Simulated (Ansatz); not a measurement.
A series in wave cutoff on TaN

All results are calculated (Ansatz 0.2.0). One setting of a density functional single point varied, free energy counted from the run at the reference value, pressure positive in compression; periodic cell, basis, potentials, k mesh and filling as listed.

Structure of every row (space group P6/mmm, No. 191):
```
cell vectors (Å)
   5.1910     0.0000     0.0000
  -2.5955     4.4955     0.0000
   0.0000     0.0000     2.9080
atoms (fractions of the cell vectors)
Ta  0.00000  0.00000  0.00000
Ta  0.33333  0.66667  0.50000
Ta  0.66667  0.33333  0.50000
N   0.50000  0.00000  0.00000
N   0.50000  0.50000  0.00000
N   0.00000  0.50000  0.00000
```

Settings of every row: functional r2SCAN; dispersion none; potentials PAW; k mesh 4x4x6; k shift 0x0x0; occupations fermi dirac; smearing width 0.1 eV; spin none; varied setting wave cutoff; reference wave cutoff 500 eV.

Limits: coarse k mesh, up to 40 meV an atom off; cutoff under the advised one; no spin-orbit coupling, which can matter with elements this heavy.

```csv
row,wave cutoff (eV),energy less reference (meV/atom)
1,250,528.68
2,300,134.74
3,350,31.83
4,400,?
5,450,1.24
6,500,0
```

Question: what energy less reference should row 4 give?

Worked fit of energy less reference. Measure energy less reference from the row at the highest cutoff, 0.00 meV/atom, and take the logarithm of what remains: 250 → 6.27, 300 → 4.90, 350 → 3.46, 450 → 0.22. A straight line through these is ln|rest| = 13.974 − 0.0304 × cutoff, so the rest falls by a factor of e every 32.9 eV; from 4 rows that is a rough guide, not a law, and the row at the highest cutoff isn't the limit itself. At 400 eV the line gives ln|rest| = 1.814, a rest of 6.13 meV/atom, and so 0.00 + 6.13 = 6.13 meV/atom.

The calculation gave 6.57 meV/atom. The fit lies 0.44 meV/atom (6.7 % of the value, 0.083 % of the column's range) below it; its largest miss of a shown row is 57.72 meV/atom.
